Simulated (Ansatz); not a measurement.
# A series in volume scale on Ag

Results calculated with Ansatz 0.2.0, not measured. Periodic Kohn-Sham DFT of a crystal at fixed atoms, scaled to volume_scale times the given cell; pressure positive in compression, energy less spherical unpolarised free atoms, largest_vzz the field gradient of largest size among the nuclei.

The cell before it is scaled or strained (space group Fm-3m, No. 225):
```
Ag
1.0
      0.0000     2.0431     2.0431
      2.0431     0.0000     2.0431
      2.0431     2.0431     0.0000
Ag
1
Direct
  0.00000 0.00000 0.00000
```

Settings of every row: method all-electron LAPW; functional PBE; relativity scalar; k mesh 15x15x15; filling fermi-dirac; smearing width 0.03 eV; basis error target 0.5 meV/atom; nucleus gaussian.

Atom start moment: 0 on all atoms.

```csv
row,volume scale,V (Å³/atom),energy less free atoms (eV/atom),pressure (GPa)
1,0.9405,16.042,-2.6483,12.988
2,0.97,16.545,-2.6817,8.397
3,1,17.057,-2.7021,4.532
4,1.03,17.569,?,?
5,1.06,18.08,-2.7113,-1.259
```

Question: what energy less free atoms and pressure should row 4 give?

Worked fit of energy less free atoms. Take u = (V_r/V)^(2/3) − 1 with V_r = 16.801 Å³ an atom, which is twice the finite (Eulerian) strain; such expansions in the strain, on which the Birch-Murnaghan equation of state is built, carry the rest volume and the bulk modulus. The shown rows have u = 0.0313, 0.01029, -0.01003, -0.04774. Least squares give energy less free atoms = −2.6934 + 1.0172 × u + 13.467 × u² eV/atom; a straight line predicts inner rows, each left out in turn, worse (root mean square 0.013 against 0.00039 eV/atom). The rows lie off it by 0.0001, -0.0002, 0.0001, 0.0000. Its lowest point lies at u = -0.0378, or V = 17.8 Å³ an atom, and the curvature there gives the bulk modulus at fixed shape and fractions, B = (4/9)(1 + u)² E″(u)/V = 99.8 GPa. The withheld row has u = -0.02936, so the fit gives −2.6934 + 1.0172 × (-0.02936) + 13.467 × (-0.02936)² = -2.7117 eV/atom.

The calculation gave -2.7114 eV/atom. The fit lies 0.0003 eV/atom (0.48 % of the column's range) below it; its largest miss of a shown row is 0.0002 eV/atom.

Worked fit of pressure. Take u = (V_r/V)^(2/3) − 1 with V_r = 16.801 Å³ an atom, which is twice the finite (Eulerian) strain; such expansions in the strain, on which the Birch-Murnaghan equation of state is built, carry the rest volume and the bulk modulus. The shown rows have u = 0.0313, 0.01029, -0.01003, -0.04774. Least squares give pressure = 6.3736 + 190.873 × u + 649.81 × u² GPa; a straight line predicts inner rows, each left out in turn, worse (root mean square 0.64 against 0.019 GPa). The rows lie off it by 0.003, -0.009, 0.007, -0.001 (root mean square 0.0059 GPa). The pressure vanishes at u = -0.0384, or V = 17.82 Å³ an atom, and there the bulk modulus at fixed shape and fractions is B = −V dP/dV = (2/3)(1 + u) dP/du = 90.4 GPa. The withheld row has u = -0.02936, so the fit gives 6.3736 + 190.873 × (-0.02936) + 649.81 × (-0.02936)² = 1.330 GPa.

The calculation gave 1.345 GPa. The fit lies 0.015 GPa (1.1 % of the value, 0.11 % of the column's range) below it; its largest miss of a shown row is 0.009 GPa.
